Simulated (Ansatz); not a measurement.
## Ligand exchange: H2S + GeH2(SH)2 → H2S2 + GeH3(SH)

Species: H2S `S`, singlet; GeH2(SH)2, singlet; H2S2 `SS`, singlet; GeH3(SH), singlet. The partners trade H for SH: S–H and Ge–SH bonds give way to S–SH and Ge–H.

Shapes, held fixed at every level: PBE0-D4/def2-TZVP. Flexible molecules stand in one conformer, not always the lowest. Programs: Ansatz 0.2.0. The zero-point and thermal change to 298 K, harmonic and unscaled (PBE0-D4/def2-TZVP), is -0.2 kJ/mol.

```csv
level,kind,ΔH(298 K) (kJ/mol),less CCSD(T)/def2-TZVPP
PBE-D4/def2-TZVPP,GGA,+85.8,-12.2
B3LYP-D4/def2-TZVPP,global hybrid,+88.8,-9.2
PBE0-D4/def2-TZVPP,global hybrid,+89.6,-8.4
wB97M-V/def2-TZVPP,range-separated hybrid,+90.0,-8.0
B2PLYP/def2-TZVPP,double hybrid,+91.5,-6.5
CCSD(T)/def2-SVP,coupled cluster or CI,+108.2,+10.2
CCSD/def2-SVP,coupled cluster or CI,+107.8,+9.8
CCSD(T)/def2-TZVPP,coupled cluster or CI,+98.0,0.0
```

The highest level, CCSD(T)/def2-TZVPP, gives ΔH(298 K) = +98.0 kJ/mol; the levels span +85.8 to +108.2. The column of differences is taken from that level and isn't an error. No measured value is set beside it here. Relativity is left out for Ge. Outer-core shells of Ge are correlated in most correlated rows, in sets that cover them unevenly.

The exchange is strongly endothermic at every level, so the preference for H2S and GeH2(SH)2 doesn't depend on the method. The main reason is the S–S bond: it is weak, with adjacent sulfur lone pairs repelling each other, and it replaces a much stronger S–H bond. Trading a polar Ge–S bond for Ge–H offers no compensation. In redox terms, sulfide is oxidised to disulfide while a protic hydrogen becomes weakly hydridic on germanium. Loss of the geminal S–Ge–S arrangement, with its lone-pair donation into the neighbouring Ge–S antibonding orbital, probably adds a smaller cost.

Perturbative triples barely matter in the small basis, whereas enlarging the basis lowers the CCSD(T) value from +108.2 to +98.0 kJ/mol. This suggests that polarisation functions, which help describe the S–S bond, matter more here than higher excitations. A further decrease towards the density-functional values is plausible, so the sign is secure but the coupled-cluster magnitude is not yet converged.
